\section*{Inferring the disorder in compensated GaAs from two conductivities and a carrier density}

In heavily compensated n-GaAs a small density $n$ of electrons has to screen a much larger density of charged donors and acceptors. The conduction-band edge becomes a landscape $E_c(\mathbf r)$, cold electrons collect in its valleys, and direct current needs a connected path over the passes.

\subsection*{Data}

The values below were made for the exercise and rounded as data are:
\begin{center}
\begin{tabular}{ll}
$\sigma(50\,\mathrm K)$, dc & $2.20\times10^{-3}$ S/cm, $\pm2\%$\\
$\sigma(77\,\mathrm K)$, dc & $3.80\times10^{-2}$ S/cm, $\pm2\%$\\
$n$ & $2.0\times10^{16}$ cm$^{-3}$, $\pm10\%$
\end{tabular}
\end{center}
Here $n$ counts all conduction electrons, trapped or not, as the spectral weight of the intraband ac conductivity does; it is taken as independent of $T$. The drift mobilities $\mu=\sigma/en$ are 0.687 and 11.9 cm$^2$/(V\,s). With the compiled mass $m=0.067\,m_e$ (Vurgaftman 2001), $\hbar^2/2m=0.5687$ eV\,nm$^2$. Wanted: the width $\delta$ of the band-edge distribution, the positions of the mobility edge $E_m$ and the Fermi level $E_F$, and the mobility $\mu_0$ of extended electrons.

\subsection*{Model}

The local edge is Gaussian with mean $E_0$ and standard deviation $\delta$, and smooth enough for each point to have its own parabolic band. An electron of energy $E$ may enter the volume where $E_c<E$. That volume first spans the sample when its fraction reaches the continuum percolation threshold, approximately 0.17 for a three-dimensional Gaussian field:
\begin{equation}
\tfrac12\,\mathrm{erfc}\!\left[\frac{E_0-E_m}{\sqrt2\,\delta}\right]=0.17
\quad\Rightarrow\quad E_m=E_0-0.954\,\delta .
\end{equation}
The density is the Gaussian average of the local one,
\begin{equation}
n=N_c\int\frac{dE_c}{\sqrt{2\pi}\,\delta}\,e^{-(E_c-E_0)^2/2\delta^2}\,
\mathcal F_{1/2}\!\left(\frac{E_F-E_c}{kT}\right),
\end{equation}
with $N_c=2(mkT/2\pi\hbar^2)^{3/2}$, spin included, and $\mathcal F_{1/2}$ normalised by $1/\Gamma(3/2)$, so that $\mathcal F_{1/2}(\eta)\to e^{\eta}$ for large negative $\eta$. Put $x=(E-E_0)/\delta$ and $t=kT/\delta$, so that $x_m=-0.954$, and average the density of states first:
\begin{equation}
n=\tfrac32 n_\delta\int_{-\infty}^{\infty}\frac{J(x)\,dx}{1+e^{(x-x_F)/t}},\qquad
n_\delta=\frac{1}{3\pi^2}\left(\frac{2m\delta}{\hbar^2}\right)^{3/2},
\label{dens}
\end{equation}
\begin{equation}
J(x)=\int_0^\infty\! u^{1/2}\,\frac{e^{-(x-u)^2/2}}{\sqrt{2\pi}}\,du,\qquad
K(x)=\int_0^\infty\! u^{3/2}\,\frac{e^{-(x-u)^2/2}}{\sqrt{2\pi}}\,du .
\end{equation}
Differentiation under the integral gives $J'=K-xJ$, integration by parts gives $K'=\tfrac32J$, and together they give $J''=J/2-xJ'$. At the edge $J_m=0.1127$ and $K_m=0.0831$.

The simplest transport rule assigns a constant $\mu_0$ to states above $E_m$ and zero below, so $\mu=\mu_0n_m/n$, where $n_m$ is Eq.~(\ref{dens}) with lower limit $x_m$.

\emph{Fermi level above the edge.} The states below $E_m$ are full up to terms of order $e^{-(E_F-E_m)/kT}$ and hold $n_c=n_\delta K_m$. Then $\mu=\mu_0(1-n_c/n)$, nearly independent of $T$. The data rise seventeenfold between 50 and 77 K and exclude this case.

\emph{Fermi level several $kT$ below the edge.} Mobile electrons obey Boltzmann statistics, and expanding $J$ about $x_m$ gives
\begin{equation}
n_m=\tfrac32 n_\delta J_m\,t\,B(t)\,e^{-(x_m-x_F)/t},\qquad B=1+1.692\,t+2.114\,t^2,
\end{equation}
the coefficients being $J'/J$ and $J''/J$ at $x_m$. The trapped electrons are degenerate. At $T=0$, $n=n_\delta K(x_0)$ defines $x_0$, and the Sommerfeld expansion at fixed $n$ gives $x_F=x_0-(\pi^2/6)\lambda_0t^2$ with $\lambda_0=J'(x_0)/J(x_0)$. Hence
\begin{equation}
\frac{\mu}{\mu_0}=\frac{3J_m}{2K(x_0)}\,t\,B(t)\,
\exp\!\left[-\frac{\Delta_0}{kT}-\frac{\pi^2}{6}\lambda_0t\right],\qquad \Delta_0=(x_m-x_0)\,\delta .
\label{mob}
\end{equation}

\subsection*{Inversion}

The ratio of conductivities removes $\mu_0$: $\mathcal R=\ln(\sigma_2/\sigma_1)=2.849$. With $kT_1=4.309$ meV and $kT_2=6.635$ meV, $1/kT_1-1/kT_2=81.38$ eV$^{-1}$. The density ties $\delta$ to $x_0$,
\begin{equation}
\delta(x_0)=\frac{\hbar^2}{2m}\left[\frac{3\pi^2n}{K(x_0)}\right]^{2/3},
\label{del}
\end{equation}
which leaves one equation in one unknown:
\begin{equation}
\mathcal R=\Delta_0\left(\frac1{kT_1}-\frac1{kT_2}\right)+\ln\frac{T_2}{T_1}
+\ln\frac{B(t_2)}{B(t_1)}-\frac{\pi^2}{6}\lambda_0\,(t_2-t_1).
\label{R}
\end{equation}
Keeping only the first term is the usual Arrhenius reading. It gives $\Delta_0=35.0$ meV and, through Eq.~(\ref{del}), $\delta=55.0$ meV. The root of the whole equation is
\begin{equation}
x_0=-1.551,\qquad \delta=51.4\ \mathrm{meV},\qquad \Delta_0=30.7\ \mathrm{meV},
\end{equation}
with $K(x_0)=0.0218$, $\lambda_0=2.16$, $t_1=0.084$, $t_2=0.129$. The four terms are $2.50+0.43+0.08-0.16=2.85$, so the raw slope overstates $\Delta_0$ mainly through the factor $T$ in $n_m$. The edge lies 49 meV and the zero-temperature Fermi level 80 meV below $E_0$; $E_F$ sinks by a further 1.3 meV at 50 K and 3.0 meV at 77 K. Equation~(\ref{mob}) at 50 K gives $\mu/\mu_0=4.5\times10^{-4}$, so $\mu_0=1.5\times10^3$ cm$^2$/(V\,s). Numerical evaluation of the unexpanded integrals at this $\delta$ moves $\mathcal R$ by less than 0.01.

\subsection*{Uniqueness}

$K$ rises with $x_0$, so $\delta(x_0)$ falls, and so does $x_m-x_0$. The product $\Delta_0$ therefore decreases monotonically from infinity to zero on $x_0<x_m$, and every positive $\Delta_0$ has exactly one $\delta$. At the root the first term of Eq.~(\ref{R}) has slope $-8.3$ with respect to $x_0$ and the others together $-0.07$, too little to bend the curve back. Equation~(\ref{mob}) then fixes $\mu_0$. Three limits remain. $E_0$ is only the zero of energy and cannot be found. In $\delta$, the density and the mass enter only as $n/m^{3/2}$. Three data for $x_0$, $\delta$ and $\mu_0$ leave nothing over to test the model.

\subsection*{How errors carry through}

Linearising Eqs.~(\ref{del}) and (\ref{R}) at the root,
\begin{equation}
d\ln\delta=0.20\,d\mathcal R+0.33\,d\ln n .
\end{equation}
Independent 2\% errors in the conductivities give $d\mathcal R=0.028$, or 0.6\% in $\delta$. The right side of Eq.~(\ref{R}) has $\partial/\partial\ln T_1=-8.0$, so 0.2 K in the 50 K reading is worth 0.032 in $\mathcal R$, another 0.6\%. The density contributes 3.3\%. In quadrature this is 3.4\%, so $\delta=51\pm2$ meV. The mobility is an extrapolation and amplifies noise: at fixed $n$, $d\ln\mu_0=-1.7\,d\ln\sigma_1+2.7\,d\ln\sigma_2$, or 6\% from the conductivities alone.

The assumptions weigh more than the data.
\begin{itemize}
\item \emph{Prefactor.} Near a percolation threshold the mobility rises from zero as a power $(E-E_m)^s$, the three-dimensional conductivity exponent being approximately 2, and scattering can make $\mu_0$ depend on $T$. Either multiplies Eq.~(\ref{mob}), at leading order, by a factor proportional to $T^s$ and adds $0.43\,s$ to Eq.~(\ref{R}), for $s=1$ as much as the largest correction kept. A pure power gives $\delta=47$ meV for $s=1$ and 42 meV for $s=2$. Two temperatures cannot separate $s$ from $\delta$; the curvature of a full temperature scan is needed.
\item \emph{Threshold.} A fraction of 0.16 gives $x_m=-0.994$ and raises $\delta$ by 3\%.
\item \emph{Band shape.} Kinetic energies of order $\Delta_0$ are 2\% of the compiled 1.519 eV gap (Vurgaftman 2001), so nonparabolicity acts like a change of a few per cent in $n$.
\end{itemize}

\subsection*{Is the landscape classical?}

In a region of size $r$ the number of charged impurities, of total density $N$, fluctuates by $(Nr^3)^{1/2}$ and shifts the edge by about $e^2(Nr)^{1/2}/4\pi\varepsilon_0\varepsilon$. Electrons can neutralise the excess charge once $(Nr^3)^{1/2}/r^3<n$, that is beyond $r_s=N^{1/3}n^{-2/3}$, which gives the amplitude $e^2N^{2/3}/(4\pi\varepsilon_0\varepsilon\,n^{1/3})$ up to a factor of order one. With the compiled $\varepsilon=12.87$ (Rakita 2019, a 300 K value, sufficient here), $e^2/4\pi\varepsilon_0\varepsilon=0.112$ eV\,nm. Equating the amplitude to $\delta$ gives $N\sim1.4\times10^{18}$ cm$^{-3}$ and $r_s\sim1.5\times10^2$ nm. Electrons average over wells too small to bind them. Setting $\hbar^2/mr^2$ equal to the shift gives $r_q=a_B^{2/5}N^{-1/5}\sim9$ nm, with the effective Bohr radius $a_B=10.2$ nm. The variance grows linearly with $r$, so these scales carry about $r_q/r_s\sim6\%$ of it. The hydrogenic donor binding energy, 5.5 meV, is small against $\delta$, which supports neglecting freeze-out on single donors. The conductivities were chosen so that $\mu_0$ falls in the range typical of GaAs with that many ionised impurities, roughly one to three thousand cm$^2$/(V\,s), so that number tests nothing.

\subsection*{Crossing the edge}

At fixed $\delta$, $n_\delta=9.19\times10^{17}$ cm$^{-3}$ and the zero-temperature Fermi level reaches $E_m$ at $n_c=7.6\times10^{16}$ cm$^{-3}$. Fixed $\delta$ suits a structurally disordered channel, such as an amorphous oxide swept by a gate. In compensated GaAs added electrons also screen. With $\delta\propto n^{-1/3}$ at fixed $N$, $n_c\propto n^{-1/2}$, and the condition $n=n_c$ is met at $4.9\times10^{16}$ cm$^{-3}$. Both densities are the model's and inherit the open exponent $s$. Screening also flattens the occupied valleys, so the real distribution departs from a Gaussian just where $E_F$ lies, and $\delta$ is best read as an effective width for the range between $E_F$ and $E_m$.